Q: I have been sent calculated energies for zirconium sulfide, ZrS, with a remark about a "smearing width" of 0.1 eV. Is that a temperature, and does it matter for my numbers?

A: It's a numerical device, not the temperature of your sample. In a metal some bands cross the Fermi energy, the boundary between filled and empty states, and the calculation samples them at a finite mesh of points. Smearing replaces the sharp boundary by a soft one, so that a level close to it is partly filled instead of jumping between full and empty. The price is a shift in the free energy, and its size for ZrS with Gaussian smearing is worth remembering: about 2 meV per atom at a width of 0.1 eV, growing roughly with the square of the width.

Q: Where can I see that?

A: Here the same crystal was computed with five widths, using density-functional theory without spin polarisation.

Rocksalt ZrS (a = 5.250 Å) at fixed geometry, computed with Ansatz 0.2.0 using PBEsol and scalar-relativistic plane-wave PAW, without spin polarisation, at a cutoff of 420 eV. All rows use Gaussian smearing on a 7×7×7 k mesh; the reference has a 14×14×14 mesh and a Gaussian width of 0.1 eV. "Energy" is the value extrapolated to zero smearing.

| occupation width (eV) | energy less reference (meV/atom) | free energy less reference (meV/atom) |
| --- | --- | --- |
| 0.01 | -4.04 | -2.26 |
| 0.05 | -4.57 | -3.58 |
| 0.1 | -5.34 | -5.60 |
| 0.2 | -6.31 | -10.9 |
| 0.4 | -6.41 | -30.3 |

The free energy is the quantity that a smeared calculation minimises, and it includes an entropy term from the partly filled levels. The column "energy less reference" holds the energy after extrapolation to zero smearing. Each is compared with its own counterpart in a reference run, which has a finer mesh and a width of 0.1 eV. The free energy plunges as the width grows, while the extrapolated energy moves far less.

Q: Why the square of the width?

A: Two factors each bring one power of the width. Call the width $\sigma$, and let $D$ be the density of states at the Fermi energy, the number of electron states per eV and atom. The electrons affected are those within about $\sigma$ of the Fermi energy, so their number is of order $D\sigma$. Each is moved in energy by about $\sigma$, which gives an effect of order $D\sigma^2$.

Q: Can you get the prefactor without a program?

A: Yes. A Gaussian-smeared boundary is an average over sharp boundaries, displaced up and down with a mean square displacement of $\sigma^2/2$. The energy function that suits a fixed Fermi energy, the grand potential, has the curvature $-D$. Averaging a curved function shifts it by half the curvature times the mean square displacement:

$$\frac{1}{2}\times(-D)\times\frac{\sigma^2}{2}=-\frac{D\sigma^2}{4}.$$

To this order the free energy at a fixed number of electrons drops by the same amount. I'll call $D\sigma^2/4$ the depth: how far the free energy lies below the zero-smearing energy.

Q: And where do I get $D$?

A: For a first guess, take one state per eV and atom, which gives a depth of 2.5 meV/atom at 0.1 eV. A single metallic run does better, because its program prints the entropy term, and the depth is half of that. In the reference run the entropy term is 7.67 meV for a cell of two atoms, so the depth is $7.67/2/2=1.92$ meV/atom. The rule is then

$$\text{depth}\approx 1.92\ \text{meV/atom}\times\left(\frac{\sigma}{0.1\ \text{eV}}\right)^2 .$$

Its one constant comes from the reference run; none of the five rows was used to set it.

Q: Let me try 0.2 eV. Twice the width, so four times the depth: 7.7 meV/atom?

A: Right. To check it, subtract the two energy columns in that row, $-6.31-(-10.9)=4.59$, and add the 1.92 already contained in the reference. The calculation gives 6.5 meV/atom, so your estimate is 18 % too large.

Q: How do I turn that into the printed free-energy column?

A: You need a starting value for the error of the coarser mesh. Row 0.1 supplies it, because it differs from the reference only in the mesh: $-5.60$ meV/atom. Going to 0.2 eV deepens the free energy by a further $7.67-1.92=5.75$, which makes $-11.35$, against $-10.9$ in the table.

Q: Then for 0.4 eV the depth is sixteen times 1.92, or 30.7 meV/atom. The column should read $-5.60-(30.7-1.9)$, about $-34$.

A: The table has $-30.3$, so you are 4 meV/atom too low. The depth itself is overestimated by 19 %, nearly the same fraction as before. Between these two widths, then, the scaling is sound and the constant is somewhat off: the computed depth grows by a factor of 3.97, where the square law asks for 4. From 0.1 to 0.2 eV it grows only about threefold, so the square law is poorer there.

Q: Why is the constant off?

A: The two wide rows behave as if $D$ were about 0.65 states per eV and atom, while the reference run gives 0.77. A wider smearing averages the density of states over a larger stretch of energy, where it may be lower. The mesh differs too, and it matters: at the same width of 0.1 eV the coarse mesh gives 0.87. Without fine-mesh runs at the larger widths, I can't divide the discrepancy between the two causes.

Q: Does the rule also hold for small widths?

A: Not as a percentage. From 0.1 to 0.4 eV it gives the depth within 20 %, but at 0.05 eV it gives only half the computed depth, and at 0.01 eV one seventh. In absolute terms these failures are small, below 0.5 meV/atom, because the depth itself has become small. The estimate of the free-energy column misses by more, 1.4 meV/atom at 0.01 eV, mostly because the extrapolated energy also shifts with the width on this coarse mesh. The printed output after this exchange lists the comparison for all five rows.

Q: I'd have thought that a small width was the safe end. What goes wrong?

A: The formula treats the levels as a continuous distribution, but a mesh supplies a finite set of them. A wide smearing covers many levels and sees their average density. A narrow one sees only the few next to the Fermi energy, and these can make the density look enormous. At 0.01 eV the apparent density of states is 5.5 per eV and atom, more than eight times its value in the widest row.

Q: Can you tell how few levels are involved?

A: Roughly. The entropy in that row is what about thirty of the 343 mesh points would produce if each had one level exactly at the Fermi energy. Symmetry makes up to 48 points of such a mesh equivalent, with identical levels, so one or a few such sets are enough. That needs no accident: the Fermi energy is placed where the electron count comes out right, and on a coarse mesh this usually falls within a set, which is then left partly filled. The number of points is an inference from the entropy, since I have no list of the levels themselves.

Q: Yet the narrowest width has the smallest free-energy error, only $-2.26$ meV/atom. Shouldn't I use it?

A: Part of the advantage comes from the choice of reference. The reference free energy has itself been lowered by 1.92 meV/atom through its own smearing. The coarse mesh also puts the energy too low, so in a run with almost no smearing the two shifts partly cancel in the difference. Measured against the zero-smearing energy of the reference, the free energy of row 0.01 is off by $-2.26-1.92=-4.18$ meV/atom. The extrapolated energy in the same row, off by $-4.04$, tells the same story. Both are still the smallest errors of the five rows, but they rest on a few levels of one coarse mesh, so don't expect the narrowest width to win for another mesh or metal.

Q: How does the extrapolation remove the shift?

A: Smearing lifts electrons into higher levels, so the internal energy rises by $D\sigma^2/4$. The entropy term lowers the free energy by twice that amount, which leaves it $D\sigma^2/4$ below the true value. The two errors are equal and opposite, and the mean of internal and free energy is free of the square term. Between 0.1 and 0.4 eV the free energy falls by 24.7 meV/atom, but the extrapolated energy by only 1.1.

Q: So with extrapolation I can choose any width?

A: Only as far as the square law holds. Where the apparent density of states changes with width, the cancellation is incomplete and the extrapolated energy drifts. It falls by 2.3 meV/atom between 0.01 and 0.2 eV, where that density drops steeply, and by just 0.1 between 0.2 and 0.4 eV, where it is almost constant. Thermodynamics requires this link, so the agreement shows that the numbers are consistent, not that the wide rows are more accurate.

Q: What error is left after all this?

A: Within this comparison, mainly that of the mesh. At 0.1 eV the extrapolated energy is still 5.3 meV/atom below the reference, although rule and width are identical in both runs. Extrapolating to zero smearing can't repair that; the dependable cure is a finer mesh. A flat curve against width is therefore no proof that the energy has converged.

Q: And if I am handed another metal?

A: Ask for the entropy term of one run with Gaussian smearing in which the width spans many levels, divide it by the number of atoms in the cell, halve it, and scale it with the square of the width. A metal with more states at the Fermi energy suffers a larger shift in proportion. When you compare two materials, only the difference of their depths enters, and it disappears to leading order if you use the extrapolated energies. Then ask separately how the result changes with the mesh.

The analysis program printed:

```
Depth of free energy below zero-smearing energy in the reference run, meV/atom: 1.917
Density of states at the Fermi energy from the reference run, states/(eV atom): 0.7667
Depth of free energy below zero-smearing energy:
   row  depth meV/atom  rule meV/atom  rule less depth meV/atom  miss of rule in percent  apparent density of states per eV and atom
  0.01          0.1367        0.01917                   -0.1175                   -85.98                                       5.467
  0.05          0.9267         0.4792                   -0.4475                   -48.29                                       1.483
   0.1           2.177          1.917                     -0.26                   -11.94                                      0.8707
   0.2           6.507          7.667                      1.16                    17.83                                      0.6507
   0.4           25.81          30.67                      4.86                    18.83                                      0.6452
Free energy less reference:
   row  estimate meV/atom  computed meV/atom  estimate less computed meV/atom
  0.01             -3.702              -2.26                           -1.442
  0.05             -4.162              -3.58                          -0.5825
   0.1               -5.6               -5.6                                0
   0.2             -11.35              -10.9                            -0.45
   0.4             -34.35              -30.3                            -4.05
Step of zero-smearing energy from the row before:
   row  computed meV/atom  from change of apparent density of states meV/atom
  0.05              -0.53                                              -0.498
   0.1              -0.77                                              -0.765
   0.2              -0.97                                                -1.1
   0.4               -0.1                                               -0.11
Depth at 0.4 eV over depth at 0.2 eV: 3.966
Depth in row 0.01 over the rule: 7.131
Depth in row 0.05 over the rule: 1.934
Change of free energy from width 0.1 to 0.4 eV, meV/atom: -24.7
Change of zero-smearing energy from width 0.1 to 0.4 eV, meV/atom: -1.07
Free energy of row 0.01 less zero-smearing energy of the reference, meV/atom: -4.177
Depth in row 0.01 directly from its entropy term, meV/atom: 0.1378
Mesh points of 343 with a level at the Fermi energy that would give the entropy of row 0.01: 33.5
Depth at 0.1 eV for a guess of one state per eV and atom, meV/atom: 2.5
```
